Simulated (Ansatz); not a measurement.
Sb: energy change per atom and pressure as volume scale varies

Results calculated with Ansatz 0.2.0, not measured. Plane-wave DFT, scalar-relativistic PAW made under PBE with cores redone for the functional, no dispersion; the given relaxed cell is scaled uniformly, energy at zero smearing counts from the unscaled cell, pressure at the given Fermi-Dirac smearing is positive in compression.

The cell before it is scaled or strained (space group Pm-3m, No. 221):
```
cell vectors (Å)
   3.0593     0.0000     0.0000
   0.0000     3.0593     0.0000
   0.0000     0.0000     3.0593
atoms (fractions of the cell vectors)
Sb  0.00000  0.00000  0.00000
```

Settings of every row: spin polarised no; functional PBEsol; wave cutoff 420 eV; smearing width 0.1 eV; k mesh 12x12x12.

Atom starting moment: 0 on all atoms.

Limits: the cell comes from a prototype or a list of computed structures and needn't be the stable phase.

```
row  volume scale  V (Å³/atom)  energy change per atom (meV)  pressure (GPa)
  1          0.88       25.197                        102.58           10.85
  2          0.92       26.342                         42.29            6.42
  3          0.96       27.488                             ?               ?
  4          1.04       29.778                          7.28           -2.01
  5          1.08       30.924                         28.58           -3.79
  6          1.12       32.069                         61.18           -5.22
```

Question: what energy change per atom and pressure should row 3 give?

Worked fit of energy change per atom. Take u = (V_r/V)^(2/3) − 1 with V_r = 29.778 Å³ an atom, which is twice the finite (Eulerian) strain; such expansions in the strain, on which the Birch-Murnaghan equation of state is built, carry the rest volume and the bulk modulus. The shown rows have u = 0.1178, 0.08517, 0, -0.02486, -0.04821. Least squares give energy change per atom = 6.818 − 571.62 × u + 11717.48 × u² meV; a straight line predicts inner rows, each left out in turn, worse (root mean square 33 against 1.2 meV). The rows lie off it by 0.50, -0.84, 0.46, 0.31, -0.43 (root mean square 0.54 meV). The withheld row has u = 0.0548, so the fit gives 6.818 − 571.62 × (0.0548) + 11717.48 × (0.0548)² = 10.68 meV.

The calculation gave 10.15 meV. The fit lies 0.53 meV (5.2 % of the value, 0.56 % of the column's range) above it; its largest miss of a shown row is 0.84 meV.

Worked fit of pressure. Take u = (V_r/V)^(2/3) − 1 with V_r = 29.778 Å³ an atom, which is twice the finite (Eulerian) strain; such expansions in the strain, on which the Birch-Murnaghan equation of state is built, carry the rest volume and the bulk modulus. The shown rows have u = 0.1178, 0.08517, 0, -0.02486, -0.04821. Least squares give pressure = −2.054 + 77.696 × u + 266.9 × u² GPa; a straight line predicts inner rows, each left out in turn, worse (root mean square 0.77 against 0.11 GPa). The rows lie off it by 0.05, -0.08, 0.04, 0.03, -0.04 (root mean square 0.051 GPa). The withheld row has u = 0.0548, so the fit gives −2.054 + 77.696 × (0.0548) + 266.9 × (0.0548)² = 3.01 GPa.

The calculation gave 2.94 GPa. The fit lies 0.07 GPa (2.4 % of the value, 0.44 % of the column's range) above it; its largest miss of a shown row is 0.08 GPa.
